# How many empty states does a G0W0 gap need?

A G0W0 calculation corrects each band energy with sums over empty states. The sums have to stop somewhere, and here only that stopping point moves. The sweep value $x$ is the number of bands divided by the number of plane waves that describe the screening response. The gap in the table is the indirect quasiparticle gap.

G0W0 on PBE with GPAW 26.7.0 and a plasmon-pole model, for a compressed cell of SnSe2 (P-3m1, 3 atoms). All runs use PAW data sets (gpaw-data 1.2.1), a 4×4×2 k mesh, cutoffs of 400 eV for the wave functions and 120 eV for the response, Fermi-Dirac smearing of 0.001 eV and no spin-orbit coupling. The sweep value is the ratio of bands to plane waves of the response.

```tsv
sweep value	gap (eV)
0.15	1.718
0.25	1.685
0.4	1.681
0.6	1.683
0.8	1.684
1	1.684
1.4	1.683
```

**1. Where does the gap change, and by how much?**

Nearly all of the change lies in the first step. From 0.15 to 0.25 the gap falls by 33 meV, about 2 % of its size. From there on all rows lie within 4 meV of one another. The slight dip at 0.4 is too small to affect the choice of setting, and the table does not reveal its cause.

**2. How many bands does the lowest setting hold?**

A ratio hides the actual length of the sum, so it helps to count the plane waves. A plane wave is kept if its kinetic energy lies below the response cutoff $E_c$ of 120 eV. The kept waves fill a sphere in reciprocal space with radius

$$k_c=\sqrt{\frac{E_c}{\hbar^2/2m}}=\sqrt{\frac{120}{3.81}}\ \text{Å}^{-1}\approx 5.6\ \text{Å}^{-1}.$$

A cell of volume $V$ has one allowed wave per $(2\pi)^3/V$ of this space. With three atoms of 23.67 Å³ each, the count is

$$N=\frac{V k_c^3}{6\pi^2}\approx 212.$$

The lowest setting therefore works with only about 32 bands, and the occupied ones are among them. At 0.25 there are about 53. Since $N$ grows with the volume, a cell twice as large needs twice as many bands for the same sweep value.

The same count gives the energy that the sum reaches. For free electrons the number of states below an energy grows as its power 3/2, so the highest band lies near $E_c\,x^{2/3}$. That is roughly 34 eV at the lowest setting and 150 eV at the highest. These energies count from the average potential in the crystal, not from the gap. Real bands are not free-electron bands, so the estimate gives only the scale.

**3. Why does a short sum change the gap at all?**

Empty states act in two places. In the screening, electrons respond to a charge by mixing empty states into the occupied ones. If empty states are left out, the response is too weak and the screened interaction too strong, which tends to open the gap. This agrees in direction with the high value in the first row.

In the self-energy, the empty states enter a second time. There, states far above a level push it down, much as in second-order perturbation theory, so a short sum leaves both edges of the gap too high. The gap feels only the difference between the two shifts. The calculation gives the total of both effects, so the share of each in the 33 meV remains open.

**4. Does the error shrink as one over the number of bands?**

Such a law is the usual expectation when bands and plane waves are increased together. The slow part of the convergence comes from short-wavelength detail in the way electrons avoid one another, and its remainder falls as one over the number of waves included. With the cutoff held fixed, the argument loses its footing, because the shortest waves never enter.

The indirect gap does not follow such a law over the whole sweep. A curve of this form, drawn through the first and last rows, would leave an error of 19 meV at 0.25, measured against the last row. The table has 2 meV there. The test is a rough one, because the sum in the first row may stop before any slow tail begins. The rows from 0.25 upwards show more directly that no tail larger than a few meV is visible in this gap.

**5. Does the direct gap flatten at the same place?**

It does not. The direct gap of the same runs, 2.39 eV at the highest setting, falls at every step. It drops by 45 meV in the first step and by another 16 meV over the remaining ones.

This changes how the flat column should be read. If the direct gap still moves, at least one of its two levels still moves, so the sum over empty states has not finished its work at 0.25. One possible reading is that the two edges of the indirect gap go on sinking together and their shifts cancel. Another is that both edges have settled and only a different level, which belongs to the direct gap, still moves. The separate level energies would have to be followed to decide.

The choice of setting then depends on the quantity wanted. For an error below 50 meV relative to the last row, 0.15 is enough for the indirect gap but not for the direct one, which is off by 61 meV. For 10 meV, the indirect gap needs 0.25 and the direct gap 0.6. A setting tested on one gap should not be carried over to another without a look.

**6. Can the direct gap be extrapolated to infinitely many bands?**

Two simple forms were fitted to the direct gap in the rows from 0.25 upwards: a constant plus a term in $1/x$, and a straight line in $x$. The first row was left out because its sum stops before any high-energy tail can begin. The output below shows that both forms follow the fitted rows to within about 3 meV.

Yet they disagree about what comes next. The first form levels off, while the straight line falls for ever, which is unphysical, and still fits slightly better. The first form also puts its limit at the value already reached in the last row, although the computed gap was still falling there by 4 meV. The data thus fix the size of the drift, but not its end point.

**7. What would change if the response cutoff were doubled?**

The number of plane waves grows as the cutoff to the power 3/2, so it would rise from about 212 to about 600. A sweep value of 0.15 would then mean about 90 bands, more than 0.25 means now. The same ratio at another cutoff is a different calculation.

It does not follow that 0.15 would then be good enough. The higher cutoff also admits shorter waves into the screening, and these need high empty states to act on. The two settings have to be raised together, because each limits what the other can contribute. A plateau at fixed cutoff shows that the bands suffice for that cutoff, and the gap may still move when the cutoff does.

**8. Which digits can be trusted?**

As a statement about the number of bands, 1.68 eV is steady from 0.25 upwards, and the third decimal is uncertain by a few units. As a statement about the crystal, the gap is known far less well. The cell is compressed, with a volume smaller than that of the real crystal by very roughly a tenth, and the band edges respond to such a change.

Other limits are shared by all rows. One-shot G0W0 depends on its PBE starting point, and the plasmon-pole model simplifies how the screening varies with frequency. The coarse k mesh can miss the true band edges and samples the self-energy only roughly. Spin-orbit coupling, which splits the selenium-derived valence states, is left out. The optical matrix elements, which enter the long-wavelength screening, are good to a few percent only. Such common errors largely drop out when two rows are compared, but they stay in full in the gap itself. The differences between rows can therefore be read in meV, while even the first decimal of the gap should not be taken as a prediction for real SnSe2.

Output of the analysis:

```
plane waves within the 120 eV response cutoff, sphere estimate: 212
plane waves if the cutoff were doubled to 240 eV, sphere estimate: 599.5
bands at sweep value 0.15 if the cutoff were doubled: 89.93
errors against the tightest row:
   row  bands (estimate)  top band (eV, free electron)  indirect gap error (meV)  one-over-bands law through end rows (meV)  direct gap error (meV)  direct gap slope (meV per unit sweep value)
  0.15             31.79                         33.88                        35                                         35                   61.32                                          n/a
  0.25             52.99                         47.62                         2                                      19.32                   16.19                                       -451.3
   0.4             84.78                         65.15                        -2                                       10.5                   14.34                                       -12.33
   0.6             127.2                         85.37                         0                                        5.6                    9.53                                       -24.05
   0.8             169.6                         103.4                         1                                       3.15                    5.97                                        -17.8
     1               212                           120                         1                                       1.68                    4.16                                        -9.05
   1.4             296.7                         150.2                         0                                          0                       0                                        -10.4
indirect gap, change from 0.15 to 0.25 (meV): -33
indirect gap, spread of rows 0.25 to 1.4 (meV): 4
direct gap, change from 0.15 to 0.25 (meV): -45.13
direct gap, change from 0.25 to 1.4 (meV): -16.19
direct gap, change in the last step (meV): -4.16
direct less indirect gap at 1.4 (eV): 0.7084
lowest sweep value within 10 meV of the tightest, indirect gap: 0.25
lowest sweep value within 10 meV of the tightest, direct gap: 0.6
fit of dmev on 6 rows (frac > 0.2): constant 2391 +/- 2.1, coefficient of inv 4.698 +/- 0.96; rms 2.13, worst 1.4 3, leave-one-out rms 5.01
  rows outside the fit (model, value, miss): 0.15 2422, 2453, -30.3
fit of dmev on 6 rows (frac > 0.2): constant 2411 +/- 1.1, coefficient of frac -14.5 +/- 1.3; rms 1.03, worst 0.8 1.55, leave-one-out rms 1.85
  rows outside the fit (model, value, miss): 0.15 2408, 2453, -44.4
```
